**Q:** I took a zinc oxide crystal, scaled it to seven evenly spaced volumes and calculated the energy each time with density-functional theory. The energies are counted from the minimum of a smooth curve through them.

SIESTA 5.4.2, LDA without spin polarisation, for ZnO (P6_3mc, 4 atoms per cell), with a DZP basis (energy shift 0.002 Ry), PseudoDojo 0.4 standard pseudopotentials, 800 Ry mesh cutoff, 9×9×5 k mesh and Fermi-Dirac smearing of 0.05 eV. Cell shape and fractional coordinates are fixed; energies are counted from the minimum of the fitted curve.

```tsv
volume (Å³/atom)	energy (meV/atom)
11.19	4.69
11.42	0.28
11.66	1.10
11.90	6.60
12.14	16.29
12.38	29.71
12.61	46.48
```

On the expanded side every step costs more energy than the one before. Does the crystal get stiffer as I pull it apart?

**A:** It gets softer. Since your volumes are evenly spaced, the energy step between two rows tells you how hard the crystal pulls back, and the growth of that step tells you how stiff it is. Over the first three rows the step grows by 5.23 meV/atom, but over the last three it grows by only 3.35. The crystal does pull back harder the further you stretch it, yet each new stretch adds less pull than the previous one.

**Q:** The rows at 11.42 and 11.66 Å³/atom differ by less than 1 meV/atom, while all other neighbours differ by several. Is one of them irregular?

**A:** No, they lie on opposite sides of the minimum, which the fitted curve puts at 11.50 Å³/atom. Near the bottom of a well the energy hardly changes, and two points on either side of it can be almost level. The growth of the steps is the better test of regularity, and it shrinks smoothly through the whole table.

**Q:** What puts a minimum there in the first place?

**A:** Two tendencies oppose each other. Zinc and oxygen attract, partly as ions of opposite charge and partly through electrons shared between them, and this attraction changes slowly with distance. When the atoms come close, their filled shells overlap. The Pauli principle then forces electrons into states of higher energy, and this repulsion rises steeply. At the minimum the two slopes cancel.

**Q:** If the slopes cancel, why is any stiffness left?

**A:** Because equal slopes do not mean equal curvatures. Suppose the repulsion decays exponentially with distance $d$, as $e^{-d/\rho}$, where $\rho$ is a short length. Its curvature is then its slope divided by $\rho$, so a short range gives a large curvature. The Coulomb attraction has a long range and a smaller curvature, which also has the opposite sign. In this picture the stiffness therefore comes from the repulsion, and the attraction takes part of it away.

**Q:** And the repulsion is what fades first when I expand the cell?

**A:** Yes, and it takes the stiffness with it. The attraction fades more slowly and still pulls the atoms together, which is why the energy keeps rising. The same reasoning applies to other crystals in which a short-ranged repulsion balances a longer-ranged attraction: their energy curves are steeper under compression than under expansion. This division into two parts is standard theory; your calculation yields only their sum.

**Q:** How large is the softening in a quantity that I would recognise?

**A:** Take the bulk modulus, which is the volume times the curvature of the energy with respect to volume. Worked out from three neighbouring rows at a time, it falls from 169 GPa around 11.42 Å³/atom to 117 GPa around 12.38. That is a loss of 31 % while the zinc–oxygen distance grows by only 2.7 %. A small change in bond length thus has a large effect on stiffness.

**Q:** Could that be mere geometry? Volume goes as the cube of a length, so even a perfect spring between the atoms might give a lopsided curve against volume.

**A:** It would, so let us find out how lopsided. You kept the shape of the cell and the relative positions of the atoms fixed, so every distance scales as the cube root of the volume. Near the minimum the energy per atom is

$$E \approx \frac{B_0\,(V-V_0)^2}{2V_0},$$

where $V$ is the volume per atom, $V_0$ its value at the minimum and $B_0$ the bulk modulus there. A small relative change in distance changes the volume by three times as much. A spring that is harmonic in the distance $d$, with rest length $d_0$, must therefore obey

$$E = \frac{9}{2}\,B_0V_0\left(\frac{d}{d_0}-1\right)^2 .$$

**Q:** Let me try it on the most expanded cell. The modulus at the minimum is 164 GPa, and 1 eV/Å³ is 160.2 GPa, so $B_0$ is 1.024 eV/Å³. With $V_0$ = 11.50 Å³ the prefactor is 4.5 × 1.024 × 11.50 = 53.0 eV. What is the stretch?

**A:** That cell has 1.06 times the volume of the given one, and the minimum lies at 0.9666 times the given volume. The ratio is 1.06/0.9666 = 1.0966, and its cube root is 1.0312.

**Q:** So the energy is 53.0 eV × 0.0312² = 0.0516 eV, or about 52 meV/atom. The table has 46.48.

**A:** The spring is too high by 11 % of the calculated energy. It also softens far too little: its modulus falls by 8 % over the range in which the crystal loses 31 %. Geometry thus accounts for about a quarter of the fall in modulus. Judged by the growth of the steps its share is larger, about two fifths, since that growth falls by 15 % for the spring and by 36 % in the table. Either way most of the softening is left over, and the bond itself must become less stiff as it lengthens. A fading repulsion has that effect, although the comparison alone cannot name the cause.

**Q:** Does the spring also fail when I compress the crystal?

**A:** It fails in the opposite direction, as it should. At 11.19 Å³/atom it gives 4.5 meV/atom against 4.69, which fits a repulsion that steepens as the atoms approach. The gap is small since that cell is only slightly compressed, and a single row carries the evidence. The expanded side makes the stronger case.

**Q:** Was this a prediction, then?

**A:** Only of the shape. The modulus and the volume at the minimum come from a smooth curve fitted to all seven energies, including the two that we have just compared. What the spring adds is the assumption that the bond is harmonic, and the table contradicts it. The printed analysis below shows the comparison row by row.

**Q:** Suppose I need one modulus for a stress estimate. Do I take 164 GPa?

**A:** Yes, as a close estimate for a small uniform pressure on the crystal at its calculated minimum; strictly, it describes a uniform scaling of the cell. At another volume the modulus is different. At 11.90 Å³/atom, the cell you started from, the local modulus is 141 GPa, which is 14 % below the value at the minimum. Two people using the same calculation could quote either number, and the difference would be one of volume, not of material. Both values also hold for a cell of fixed shape with atoms at fixed relative positions. Letting these relax at each volume could only lower the energy, and it might make the crystal somewhat softer.

**Q:** My starting cell is close to the measured crystal, yet the calculation wants to shrink it by 3.3 %. That looks like a serious error.

**A:** In volume it is noticeable, but in energy it is slight. Your starting cell lies only 6.60 meV/atom above the minimum, and the energy there rises by about 32 meV for each Å³ of added volume per atom. A correction that falls with volume at that same rate would cancel the slope and move the minimum to your starting cell. An equilibrium volume is sensitive in this way because it depends on how an error changes with volume, not on how large the error is.

**Q:** Where would such an error come from?

**A:** There are two main candidates, apart from the vibrations of the atoms, which the calculation leaves out; they are expected to expand the real crystal and so to explain a part, though not most, of the difference. The local density approximation usually binds solids too strongly, which makes the calculated crystal too small, and your result has that sign. The second is the set of atomic orbitals in which the electrons are described. For zinc it is short, and it was built from an atomic level that is itself in error, so it may shift both the volume and the modulus.

**Q:** Can I tell how much belongs to each?

**A:** Not from this one curve, since both would act on the same slope. You would have to repeat the scan with a better zinc basis and the same functional. If the minimum moved, that shift would belong to the basis. Until then, the 3.3 % describes this functional and this basis together, for a static lattice, and it should not be quoted as the error of the functional.

The analysis program printed:

```
Energy and harmonic bond:
    row  Zn-O in A  step from row before in meV/atom  harmonic bond in meV/atom  harmonic less table in meV/atom
  11.19      1.933                               n/a                      4.547                          -0.1435
  11.42      1.946                             -4.41                     0.2769                        -0.003053
  11.66       1.96                              0.82                      1.118                          0.01849
   11.9      1.973                               5.5                      6.865                           0.2645
  12.14      1.986                              9.69                      17.32                             1.03
  12.38      1.999                             13.42                       32.3                            2.592
  12.61      2.012                             16.77                      51.64                            5.156
Local modulus from three neighbouring rows:
    row  middle volume in A^3/atom  growth of step in meV/atom  modulus in GPa
  11.19                      10.95                         n/a             n/a
  11.42                      11.19                         n/a             n/a
  11.66                      11.42                        5.23             169
   11.9                      11.66                        4.68           154.4
  12.14                       11.9                        4.19             141
  12.38                      12.14                        3.73           128.1
  12.61                      12.38                        3.35           117.3
Zn-O distance at the minimum, A: 1.951
Minimum against given cell, volume change in %: -3.339
Minimum against given cell, bond change in %: -1.125
Local modulus at the smallest middle volume, GPa: 169
Local modulus at the largest middle volume, GPa: 117.3
Fall of local modulus between these volumes, %: 30.61
Fall of modulus for the harmonic bond over the same range, %: 7.751
Bond lengthening over the same range, %: 2.704
Harmonic bond less table at 12.61, % of table energy: 11.09
Harmonic bond less table at 11.19, % of table energy: -3.06
Energy slope at the given cell, meV per A^3: 31.91
Same slope as tension, GPa: 5.113
```
